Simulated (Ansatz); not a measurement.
## How basis sets differ on CH6ClSbSi (SMILES [CH3][Sb]([SiH3])[Cl])

The species is CH6ClSbSi (10 atoms), meant as a singlet with charge 0. SMILES: `[CH3][Sb]([SiH3])[Cl]`. Geometry: relaxed at PBE0-D4/def2-TZVP.

Quantity: the dipole moment, in D. The values are calculated.

```json
{"level": "HF/STO-3G", "kind": "Hartree–Fock", "program": "Ansatz", "value (D)": "3.45"}
{"level": "HF/3-21G", "kind": "Hartree–Fock", "program": "Ansatz", "value (D)": "3.95"}
{"level": "HF/def2-SVP (core potential)", "kind": "Hartree–Fock", "program": "Ansatz", "value (D)": "2.93"}
{"level": "HF/def2-SVPD (core potential)", "kind": "Hartree–Fock", "program": "Ansatz", "value (D)": "3.05"}
```

All-electron rows without a relativistic Hamiltonian named are non-relativistic, while core potentials hold scalar relativity, so basis and relativity change together. The values span 2.93 to 3.95 D. Sets without polarisation functions give poor dipoles.

The dipole does not change steadily as the basis grows: it rises from STO-3G to 3-21G, falls to 2.93 D with def2-SVP, and recovers slightly to 3.05 D when diffuse functions are added. Its main source is probably the polar Sb–Cl bond, with chlorine drawing density from the much less electronegative antimony, modified by the directional lone pair on antimony. Splitting the valence shell lets charge move towards chlorine more freely than a minimal basis does, while polarisation functions let the density around each atom deform and offset part of that separation. The intermediate STO-3G value therefore suggests compensating errors rather than a better description. The small rise from def2-SVP to def2-SVPD is the cleanest basis effect here, and fits a better description of the outer lone-pair density on chlorine. Closeness between these two values does not establish the true dipole, since Hartree–Fock tends to exaggerate the ionicity of polar bonds and electron correlation would probably lower the result.
